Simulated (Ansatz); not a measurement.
## GaSb: sound and stiffness along [100], [110] and [111]

These are results of Ansatz, DFT PBE, scalar-relativistic, plane waves, PAW, not measurements. Plane waves to 420 eV; Γ-centred k mesh 8×8×8; Fermi-Dirac smearing of 0.15 eV. No spin polarisation.

The cell is fixed (symmetry leaves no force on the atoms) and stands under -0.1 GPa:
```
CELL_PARAMETERS angstrom
0.00000 3.11130 3.11130
3.11130 0.00000 3.11130
3.11130 3.11130 0.00000
ATOMIC_POSITIONS crystal
Ga 0.00000 0.00000 0.00000
Sb 0.25000 0.25000 0.25000
```

The cell is the ideal cubic zincblende prototype. Without a gap, frequencies and elastic constants depend on the k mesh and the smearing, soft modes and shear constants most.

With ions relaxed, on the cubic axes: C11 = 70.2, C12 = 30.2, C44 = 33.1 GPa. The density is 5.279 g/cm³.

Q: Is the crystal stable against strain, and how anisotropic is it?

A: Born's conditions hold: C11 + 2C12 = 130.6, C11 − C12 = 40.0 and C44 = 33.1 GPa are all positive. B = (C11 + 2C12)/3 = 43.5 GPa. The two shear moduli are C44 and C′ = (C11 − C12)/2 = 20.0 GPa, so Zener's ratio is A = C44/C′ = 1.66: the tetragonal shear C′ is the soft one, as in many fcc and bcc metals and zincblende crystals. The Cauchy pressure C12 − C44 is -2.9 GPa; it would vanish for pair forces between atoms on inversion centres at zero pressure, and here it is small.

Q: Give the sound speeds along the three symmetry directions.

A: The Christoffel equation gives ρv² for each branch:
| direction | branch | ρv² | GPa | v (m/s) |
| --- | --- | --- | --- | --- |
| [100] | L | C11 | 70.2 | 3647 |
| [100] | T (×2) | C44 | 33.1 | 2506 |
| [110] | L | (C11 + C12 + 2C44)/2 | 83.4 | 3974 |
| [110] | T, u ∥ [001] | C44 | 33.1 | 2506 |
| [110] | T, u ∥ [1-10] | (C11 − C12)/2 | 20.0 | 1946 |
| [111] | L | (C11 + 2C12 + 4C44)/3 | 87.7 | 4077 |
| [111] | T (×2) | (C11 − C12 + C44)/3 | 24.4 | 2149 |

Q: How does Young's modulus depend on direction?

A: Inverting gives S11 = 19.222, S12 = -5.784, S44 = 30.175 TPa⁻¹. Along a unit vector (l, m, n), 1/E = S11 − 2(S11 − S12 − S44/2)(l²m² + m²n² + n²l²), where the last bracket is 0, 1/4 and 1/3 for [100], [110] and [111]: E = 52, 70 and 79 GPa. With A > 1 the body diagonal is stiffest. For a film on (001), the biaxial modulus is C11 + C12 − 2C12²/C11 = 74 GPa and the normal strain is −2C12/C11 = -0.86 times the in-plane one.

The bands only touch here, so at this level the crystal is a zero-gap semiconductor or semimetal, not an ordinary metal; spin–orbit coupling, left out, can open or move such a gap.

Cost: 2 runs of about 2.5 core-minutes in all, on Oxide Virtual Turin-like Processor (Zen 5) (shared hosts).

The stiffness follows the tetrahedral bond network. Longitudinal waves speed up from 3647 m/s along [100] to 4077 m/s along [111], where the strain directly stretches the bonds lying on that axis. The tetragonal shear, at 20.0 GPa, leaves bond lengths unchanged to first order and is resisted mainly by the bending of directional sp³ bonds. The C44 shear also changes bond lengths, though internal displacement of the two sublattices relieves part of that cost. The small Cauchy pressure is no evidence for central forces, since zincblende atoms don't sit on inversion centres.

Real GaSb is a direct-gap semiconductor and is noticeably stiffer than calculated here. Both discrepancies probably stem from PBE, which underestimates gaps and overexpands the lattice; the longer bonds soften the crystal and lower the antibonding, s-like conduction edge. The directional ordering is therefore more trustworthy than the absolute speeds. Positive elastic moduli establish stability only against small homogeneous strains, not against short-wavelength phonons or competing phases.
